Carrying a cheap band structure over to a costlier level

What has to be forecast

A quarter of exact exchange adds about 2 eV to the PBE gaps of this nitride and nearly doubles the one at Gamma. Gaps at other wave vectors also change by electronvolts, so the useful question is how evenly the correction is spread. If it were the same everywhere, the cheap bands and one constant would give every direct gap of the costly level. The point Y_2 serves as the test.

Band levels of Si5CN8 (beta-nitride host, 14-atom cell, space group Pm, a = 7.395, b = 2.851, c = 7.424 Å, β = 119.7°) at the r2SCAN geometry, with the valence top of each level of theory as zero. The cheaper level is PBE (4×10×4 k mesh) and the costlier one PBE0 (2×6×2), both run in Ansatz 0.2.0 with plane-wave PAW, a 420 eV cutoff and no spin polarisation.

```
point name  band v2, cheaper level (eV)  band v1, cheaper level (eV)  band c1, cheaper level (eV)  band v2, costlier level (eV)  band v1, costlier level (eV)  band c1, costlier level (eV)
     Gamma                       -0.373                       -0.364                        1.990                        -0.422                        -0.337                         4.201
         Z                       -1.687                       -1.065                        3.735                        -1.780                        -1.237                         5.917
         D                       -1.439                       -0.846                        4.001                        -1.515                        -0.988                         6.233
         B                       -0.457                       -0.431                        2.207                        -0.468                        -0.367                         4.459
         A                       -0.486                       -0.417                        2.197                        -0.474                        -0.385                         4.427
         E                       -1.337                       -1.084                        3.521                        -1.398                        -1.211                         5.723
       C_2                       -1.283                       -0.802                        3.991                        -1.350                        -0.948                         6.221
       Y_2                            ?                            ?                            ?                             ?                             ?                             ?
```

Here v1 is the top filled band, v2 the filled band below it and c1 the lowest empty band. The cheaper level is PBE and the costlier one PBE0. Each level has its own valence top as zero, so the direct gap at a point is c1 minus v1, both taken at that point.

Two limits along the short axis

An electron wave at Gamma, A, B or Y_2 repeats unchanged from one cell to the next along the short axis b. At Z, D, E and C_2 it changes sign at each step. Neighbouring cells along b are less than 3 Å apart, so their orbitals can overlap well and a change of phase can shift a level strongly. For c1 the shift is upward: in PBE it lies near 2 eV at the known points of the first plane and at 3.5 to 4.0 eV in the second.

This places Y_2 with Gamma, A and B. Its lowest empty level should be near theirs, far below those of the second plane.

The limit of a perfect hexagon

The two long axes are nearly equal and meet at an angle of 119.7°. In a perfectly hexagonal crystal A, B and Y_2 would be equivalent, and their levels would coincide. Carbon put in place of one silicon atom breaks this symmetry, and so does the relaxation around it: carbon ends with only two close neighbours, where silicon has four. The mean of A and B is then a natural forecast for Y_2, with an error set by how strongly the broken symmetry acts.

A and B agree closely, but the second plane gives a warning. D, E and C_2 would also be equivalent in the hexagonal limit, yet c1 at E lies almost half an electronvolt below the other two. Two points that agree don't guarantee the third.

What exact exchange does to a level

PBE0 replaces a quarter of the PBE exchange by exact exchange. To first order, a level moves by

shift = ¼ × (exact exchange − PBE exchange), averaged over its orbital.

For a filled orbital, pictured as localised on a few atoms, exact exchange removes the electron's repulsion from itself, which PBE removes only in part, so the level goes down. An empty orbital has no such repulsion to remove and feels exact exchange only through its overlap with filled orbitals. It therefore goes up relative to the filled ones, and the gap opens.

In the limit where the filled orbitals are alike at two wave vectors, and the empty ones too, the opening is the same at both. Gamma shows the size:

PBE gap = 1.990 + 0.364 = 2.354 eV
PBE0 gap = 4.201 + 0.337 = 4.538 eV
opening = 4.538 − 2.354 = 2.184 eV

A and B give nearly the same opening, and the mean of the three is 2.19 eV. In the second plane the opening is larger, at least 2.33 eV. The correction to the direct gap is therefore nearly constant among the known points of a plane, but it is larger in the second plane than in the first.

The forecast for Y_2

The levels come from the mean of A and B, the opening from the mean of Gamma, A and B. The ranges are judgements, since two sister points are too few for statistics.

v1: −0.42 ± 0.10 eV in PBE, −0.38 ± 0.10 eV in PBE0
v2: −0.47 ± 0.10 eV at both levels
c1: 2.20 ± 0.15 eV in PBE, 4.44 ± 0.15 eV in PBE0
opening of the direct gap: 2.19 ± 0.04 eV

These values also imply that Y_2 is not the valence top.

The computed levels

The withheld rows as computed:

```
point name  band v2, cheaper level (eV)  band v1, cheaper level (eV)  band c1, cheaper level (eV)  band v2, costlier level (eV)  band v1, costlier level (eV)  band c1, costlier level (eV)
       Y_2                       -0.534                       -0.383                        2.058                        -0.535                        -0.339                         4.279
```

Five of the six levels fall within their ranges, and Y_2 is indeed not the valence top. The failure is c1 in PBE0, which was forecast 0.16 eV too high, just outside the range. In PBE the same band was forecast 0.14 eV too high, just inside it.

The two errors are nearly equal, and that locates their source. The hexagonal picture had already failed in PBE, and PBE0 carried the error along. This time Y_2 is the odd one of the three sister points, whereas in the second plane it was E. The warning from E was sound, but it couldn't tell which point would depart from the others.

The opening was the better forecast. At Y_2 the direct gap grows from

2.058 + 0.383 = 2.441 eV

in PBE to

4.279 + 0.339 = 4.618 eV

in PBE0, which is an opening of 2.177 eV. The forecast was high by about 0.01 eV, a tenth or less of the error in c1. Broken symmetry displaces c1 in both PBE and PBE0, and most of that displacement cancels when only the change is asked for.

Where the stretch comes from

The extra opening in the second plane comes from the filled side. Going from the first plane to the second, the average shift of v1 drops by 0.19 eV, from a slight rise to a fall, while the rise of c1 becomes smaller by 0.02 eV, which takes a little of the opening back. Exact exchange is known to widen filled bands, and v1 follows this pattern.

Depth below the valence top is not the whole explanation. The band v2 lies deeper than v1 at each point, yet its extra fall is only 0.06 eV. The bands are numbered by energy, though, and v1 and v2 nearly coincide at Gamma, A and B, so each number need not follow one orbital there. The shape of the orbitals probably matters too, but that is a guess which these energies don't test.

One caution concerns the zero of energy. The two runs found the valence top at slightly different points on the line from Gamma to Z, a little under a third of the way along in PBE and a third of the way in PBE0. The resulting offset is probably small: in PBE, the top on the regular mesh alone lies only 0.01 eV below the one used as zero. The rises of v1 at Gamma, A and B are 0.03 to 0.06 eV, probably too large to come from the zero alone. Gamma shows more plainly that depth does not by itself set the shift: v1 and v2 lie 0.01 eV apart there in PBE but more than 0.08 eV apart in PBE0, and no choice of zero affects that. A common offset of that kind cancels in direct gaps and in comparisons between the planes. An error of the coarser PBE0 mesh in the exchange itself need not cancel, and it isn't tested here.

How far the rule carries

The model fitted to the seven known points has one opening for each plane, and Y_2 took no part in the fit. A straight line in the PBE gap does slightly better, as the output below shows, but the difference is too small to decide between them. The known gaps form two groups, one for each plane, so the data can't tell whether the phase of the wave along b or the size of the gap controls the stretch.

For this cell, a direct PBE gap in the first plane plus 2.19 eV gives the direct PBE0 gap to about 0.01 eV at the four points listed. The same constant used in the second plane falls short by 0.14 to 0.19 eV. The result is an estimate of PBE0, not of a measured gap, and it holds for a hypothetical crystal whose stability is untested.

Output of the analysis:

```
Cell angle from lengths and volume, obtuse choice (degrees): 119.7
Spread of PBE c1 over the known points with k_b one half (eV): 0.48
Largest gap opening at known points with k_b zero (eV): 2.198
Smallest gap opening at points with k_b one half (eV): 2.329
Shift of v1, plane one half less plane zero (eV): -0.1878
Shift of v2, plane one half less plane zero (eV): -0.05825
Shift of c1, plane one half less plane zero (eV): -0.0195
fit of opening on 7 rows: constant 2.19 +/- 0.01, coefficient of half 0.1683 +/- 0.013; rms 0.0148, worst E 0.0293, leave-one-out rms 0.02
  rows outside the fit (model, value, miss): Y_2 2.19, 2.177, 0.013
fit of opening on 7 rows: constant 1.998 +/- 0.018, coefficient of gapP 0.07576 +/- 0.0044; rms 0.0109, worst E 0.0176, leave-one-out rms 0.0148
  rows outside the fit (model, value, miss): Y_2 2.183, 2.177, 0.00563
Y_2 forecast of PBE v1 (eV): -0.424
Y_2 miss of PBE v1, forecast less computed (eV): -0.041
Y_2 forecast of PBE v2 (eV): -0.4715
Y_2 miss of PBE v2, forecast less computed (eV): 0.0625
Y_2 forecast of PBE c1 (eV): 2.202
Y_2 miss of PBE c1, forecast less computed (eV): 0.144
Y_2 forecast of PBE0 v1 (eV): -0.376
Y_2 miss of PBE0 v1, forecast less computed (eV): -0.037
Y_2 forecast of PBE0 v2 (eV): -0.471
Y_2 miss of PBE0 v2, forecast less computed (eV): 0.064
Y_2 forecast of PBE0 c1 (eV): 4.443
Y_2 miss of PBE0 c1, forecast less computed (eV): 0.164
```
